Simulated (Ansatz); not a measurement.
## CaO: the change of phonon heat capacity and phonon entropy with temperature

Harmonic phonon free energy (zero-point part included), entropy and heat capacity at constant volume from interpolated force constants; periodic cell, basis, potentials, k mesh and filling as listed. The results are calculated, by Ansatz 0.2.0.

Structure of every row (space group Fm-3m, No. 225):
```
CaO
1.0
      0.0000     2.4065     2.4065
      2.4065     0.0000     2.4065
      2.4065     2.4065     0.0000
Ca O
1 1
Direct
  0.00000 0.00000 0.00000
  0.50000 0.50000 0.50000
```

Settings of every row: functional r2SCAN; dispersion D4; potentials PAW; wave cutoff 550 eV; density cutoff 2200 eV; k mesh 6x6x6; k shift 0x0x0; occupations fixed; smearing width 0 eV; spin none; xc grid level 1; phonon method finite displacements; phonon supercell 2x2x2; dipole term of polar modes included.

Limits: volume not checked for rest.

| row | temperature (K) | phonon heat capacity (k_B/atom) | phonon entropy (k_B/atom) | phonon free energy (meV/atom) |
| --- | --- | --- | --- | --- |
| 1 | 200 | 2.067 | 1.43 | 46.7 |
| 2 | 300 | 2.515 | 2.366 | 30.2 |
| 3 | 400 | 2.71 | 3.12 | 6.45 |
| 4 | 500 | 2.809 | 3.736 | -23.18 |
| 5 | 600 | 2.865 | 4.254 | -57.67 |
| 6 | 700 | 2.9 | 4.698 | -96.28 |
| 7 | 800 | ? | ? | ? |
| 8 | 900 | 2.939 | 5.432 | -183.83 |
| 9 | 1000 | 2.95 | 5.742 | -232 |

Question: what phonon heat capacity and phonon entropy should row 7 give?

Worked fit of phonon heat capacity. At high temperature a harmonic heat capacity falls short of its limit by a term in 1/T², so take t = (100 K / T)². The shown rows have t = 0.25, 0.11111, 0.0625, 0.04, 0.02778, 0.02041, 0.01235, 0.01. Least squares give phonon heat capacity = 2.9974 − 4.8634 × t + 4.571 × t² k_B/atom; a straight line predicts inner rows, each left out in turn, worse (root mean square 0.026 against 0.0021 k_B/atom). The rows lie off it by 0.000, 0.002, -0.001, -0.001, -0.001, 0.000, 0.001, 0.001. The constant, 2.9974 k_B/atom, is to be held against the harmonic limit of 3 k_B an atom. The withheld row has t = 0.01562, so the fit gives 2.9974 − 4.8634 × (0.01562) + 4.571 × (0.01562)² = 2.923 k_B/atom.

The calculation gave 2.923 k_B/atom. The fit meets it to the printed digit.

Worked fit of phonon entropy. Entropy rises as the heat capacity times the change of ln T, so take t = ln(T / 300 K). The shown rows have t = -0.4055, 0, 0.2877, 0.5108, 0.6931, 0.8473, 1.0986, 1.204. Least squares give phonon entropy = 2.3898 + 2.49926 × t + 0.24586 × t² k_B/atom; a straight line predicts inner rows, each left out in turn, worse (root mean square 0.06 against 0.018 k_B/atom). The rows lie off it by 0.013, -0.024, -0.009, 0.005, 0.014, 0.014, 0.000, -0.013 (root mean square 0.013 k_B/atom), a smooth pattern that one more power would take up: the form is only approximate. The slope at t = 0, 2.5 k_B/atom, estimates the heat capacity at 300 K. The withheld row has t = 0.9808, so the fit gives 2.3898 + 2.49926 × (0.9808) + 0.24586 × (0.9808)² = 5.078 k_B/atom.

The calculation gave 5.087 k_B/atom. The fit lies 0.009 k_B/atom (0.21 % of the column's range) below it; its largest miss of a shown row is 0.024 k_B/atom.

The other values of row 7: phonon free energy -138.48 meV/atom.
